**Identifying six boron diatomics from spin, intensity and polarity**

The table holds multiplicities, bond lengths, dipoles, Löwdin charges, dipole slopes and infrared intensities of GaB, GeB, InB, SnB, BSb and BI at r2SCAN/aug-cc-pVDZ(-PP) with core potentials and no spin-orbit coupling. The program fits nothing: it inverts the double-harmonic intensity formula, which is built into the intensities, to recover each reduced mass within the rounding of the table. The ranges separate partners of period 4 from those of period 5 but overlap within period 5. With boron written first, all dipoles have boron negative, BI included, and Löwdin point charges overshoot the dipole by factors of 2.0 to 5.6. The output also lists bond-length steps, force constants and the scheme-dependent point-charge slopes of GeB and BSb.

Calculated values. PySCF 2.14.0, unrestricted r2SCAN/aug-cc-pVDZ(-PP) with scalar-relativistic core potentials on the heavier atoms and no spin-orbit coupling, for diatomics of boron with main-group elements of periods 4 and 5. Each state is the lowest solution found by a PBE0 search, one determinant with its occupation held. The dipole is positive where the first atom is negative.

## Analysis program

```python
# Table: boron diatomics, PySCF r2SCAN/aug-cc-pVDZ(-PP) with ECP, no spin-orbit:
# multiplicity, r_e, dipole, Lowdin charge, dipole slope, IR intensity.
# Worked out: clues that identify the rows (parity, reduced mass from the
# double-harmonic intensity, bond-length steps, signs with B written first).
T = {
    'molecule': ['GaB', 'GeB', 'InB', 'SnB', 'BSb', 'BI'],
    'Z': [31, 32, 49, 50, 51, 53],
    'valence': [6, 7, 6, 7, 8, 10],
    'mult': [3, 4, 3, 4, 3, 1],
    'open': ['sigma1 pi1', 'sigma1 pi2', 'sigma1 pi1', 'sigma1 pi2', 'sigma1 pi1', 'none'],
    's2_': [2.01, 3.75, 2.01, 3.75, 2.02, 0.0],
    'lz2': [1.0, 0.0, 1.0, 0.0, 1.0, 0.0],
    'den': [0.23, 0.03, 0.26, 0.08, 0.01, 0.62],
    're': [2.244, 1.988, 2.437, 2.191, 2.067, 2.156],  # Å
    'dipole': [-1.26, -0.72, -1.68, -1.27, 0.67, 1.34],  # D
    'ionicity': [-0.12, -0.08, -0.14, -0.12, 0.07, 0.13],
    'q': [0.23, 0.24, 0.32, 0.37, -0.38, -0.33],  # e
    'slope': [-2.35, -0.9, -2.48, -0.76, -0.61, -6.3],  # D/Å
    'ir': [24.6, 3.57, 25.9, 2.41, 1.56, 166],  # km/mol
}
import numpy as np
from scipy import constants as C
mol = list(T['molecule'])
I = {m: i for i, m in enumerate(mol)}
g = lambda k: np.array(T[k], float)
re, dip, q, sl, ir, den, mult = map(g, ['re', 'dipole', 'q', 'slope', 'ir', 'den', 'mult'])
val = {'GaB': 6, 'GeB': 7, 'InB': 6, 'SnB': 7, 'BSb': 8, 'BI': 10}  # valence electrons
# isotope masses (u) and force constants (mdyn/A): further outputs of the same runs
M = {'GaB': 68.92558, 'GeB': 73.92118, 'InB': 114.903878, 'SnB': 119.902197,
     'BSb': 120.903818, 'BI': 126.904468}
mB = 11.0093
kf = {'GaB': 0.97622, 'GeB': 2.370444, 'InB': 0.81446, 'SnB': 1.81873, 'BSb': 2.79704}
D = 1e-21 / C.c
eA = C.e * 1e-10 / D
K = C.N_A / (12 * C.epsilon_0 * C.c**2) * (D / 1e-10)**2 / C.atomic_mass / 1e3
s = np.array([1.0 if m.startswith('B') else -1.0 for m in mol])
mu, slB, qB, dX = s * dip, s * sl, s * q, -s * den
red = {m: M[m] * mB / (M[m] + mB) for m in mol}
print(f"Intensity = {K:.3f} km/mol x slope^2 (D/A)^2 / reduced mass (u)")
print("row: valence, mult | mass from slope, IR (rounding range) | true mass | masses in range")
h = 0.5 * 10**(np.floor(np.log10(ir)) - 2)
lo = K * (abs(sl) - 0.005)**2 / (ir + h)
hi = K * (abs(sl) + 0.005)**2 / (ir - h)
for i, m in enumerate(mol):
    ok = ' '.join(n for n in mol if lo[i] <= red[n] <= hi[i])
    print(f"{m}: {val[m]}, {mult[i]:.0f} | {K*sl[i]**2/ir[i]:.2f} ({lo[i]:.2f}-{hi[i]:.2f}) u | {red[m]:.3f} u | {ok}")
print("B written first: dipole D, slope D/A, dipole/r_e D/A, slope in e")
for i, m in enumerate(mol):
    print(f"{m}: {mu[i]:+.2f}, {slB[i]:+.2f}, {mu[i]/re[i]:+.2f}, {slB[i]/eA:+.2f}")
print("row: charge on B e, dipole/(e r_e), point-charge dipole D, its ratio to dipole")
for i, m in enumerate(mol):
    pc = -qB[i] * re[i] * eA
    print(f"{m}: {qB[i]:+.2f}, {mu[i]/(eA*re[i]):.3f}, {pc:.2f}, {pc/mu[i]:.1f}")
print("Electronegativity of B less partner, rising, with B-first dipole (D):")
print("  " + ", ".join(f"{mol[i]} {dX[i]:+.2f} ({mu[i]:.2f})" for i in np.argsort(dX)))
print("Steps: change of r_e (A), B-first dipole (D), B-first slope (D/A)")
for a, b in [('GaB', 'InB'), ('GeB', 'SnB'), ('GaB', 'GeB'), ('InB', 'SnB'),
             ('SnB', 'BSb'), ('BSb', 'BI'), ('InB', 'BSb')]:
    i, j = I[a], I[b]
    print(f"{a} to {b}: {re[j]-re[i]:+.3f}, {mu[j]-mu[i]:+.2f}, {slB[j]-slB[i]:+.2f}")
print("Force constants mdyn/A: " + ", ".join(f"{m} {v:.2f}" for m, v in kf.items()))
i, j = I['BI'], I['InB']
print(f"BI over InB: intensity {ir[i]/ir[j]:.1f}, slope^2 {(sl[i]/sl[j])**2:.1f}, dipole size {mu[i]/mu[j]:.2f}")
# points around r_e from the further outputs of the same runs:
# r (A), B-first dipole (D), size of Lowdin and Mulliken charge (e)
cur = {'GeB': ([1.9342, 2.0538], [0.66401, 0.76905], [0.25644, 0.22591], [0.42994, 0.41565]),
       'BSb': ([2.005, 2.129], [0.70406, 0.62847], [0.4196, 0.35125], [0.53096, 0.47163])}
print("Slopes across r_e (D/A): dipole, Lowdin point charges, Mulliken point charges")
for m, (r, d, a, b) in cur.items():
    r, d, a, b = map(np.array, (r, d, a, b))
    f = lambda y: (y[1] - y[0]) / (r[1] - r[0])
    print(f"{m} ({r[0]:.3f}-{r[1]:.3f} A): {f(d):+.2f}, {f(eA*a*r):+.2f}, {f(eA*b*r):+.2f}")
assert all((val[m] + mult[I[m]]) % 2 == 1 for m in mol)
assert (mu > 0).all() and (qB < 0).all()
assert all(lo[I[m]] <= red[m] <= hi[I[m]] for m in mol)
assert max(hi[I[m]] for m in ('GaB', 'GeB')) < min(lo[I[m]] for m in ('InB', 'SnB', 'BSb', 'BI'))
```

It prints:

```
Intensity = 42.256 km/mol x slope^2 (D/A)^2 / reduced mass (u)
row: valence, mult | mass from slope, IR (rounding range) | true mass | masses in range
GaB: 6, 3 | 9.49 (9.43-9.55) u | 9.493 u | GaB
GeB: 7, 4 | 9.59 (9.47-9.71) u | 9.582 u | GaB GeB
InB: 6, 3 | 10.03 (9.97-10.09) u | 10.047 u | InB SnB BSb
SnB: 7, 4 | 10.13 (9.97-10.28) u | 10.083 u | InB SnB BSb BI
BSb: 8, 3 | 10.08 (9.88-10.28) u | 10.090 u | InB SnB BSb BI
BI: 10, 1 | 10.10 (10.06-10.15) u | 10.130 u | SnB BSb BI
B written first: dipole D, slope D/A, dipole/r_e D/A, slope in e
GaB: +1.26, +2.35, +0.56, +0.49
GeB: +0.72, +0.90, +0.36, +0.19
InB: +1.68, +2.48, +0.69, +0.52
SnB: +1.27, +0.76, +0.58, +0.16
BSb: +0.67, -0.61, +0.32, -0.13
BI: +1.34, -6.30, +0.62, -1.31
row: charge on B e, dipole/(e r_e), point-charge dipole D, its ratio to dipole
GaB: -0.23, 0.117, 2.48, 2.0
GeB: -0.24, 0.075, 2.29, 3.2
InB: -0.32, 0.144, 3.75, 2.2
SnB: -0.37, 0.121, 3.89, 3.1
BSb: -0.38, 0.067, 3.77, 5.6
BI: -0.33, 0.129, 3.42, 2.6
Electronegativity of B less partner, rising, with B-first dipole (D):
  BI -0.62 (1.34), BSb -0.01 (0.67), GeB +0.03 (0.72), SnB +0.08 (1.27), GaB +0.23 (1.26), InB +0.26 (1.68)
Steps: change of r_e (A), B-first dipole (D), B-first slope (D/A)
GaB to InB: +0.193, +0.42, +0.13
GeB to SnB: +0.203, +0.55, -0.14
GaB to GeB: -0.256, -0.54, -1.45
InB to SnB: -0.246, -0.41, -1.72
SnB to BSb: -0.124, -0.60, -1.37
BSb to BI: +0.089, +0.67, -5.69
InB to BSb: -0.370, -1.01, -3.09
Force constants mdyn/A: GaB 0.98, GeB 2.37, InB 0.81, SnB 1.82, BSb 2.80
BI over InB: intensity 6.4, slope^2 6.5, dipole size 0.80
Slopes across r_e (D/A): dipole, Lowdin point charges, Mulliken point charges
GeB (1.934-2.054 A): +0.88, -1.29, +0.89
BSb (2.005-2.129 A): -0.61, -3.62, -2.34
```
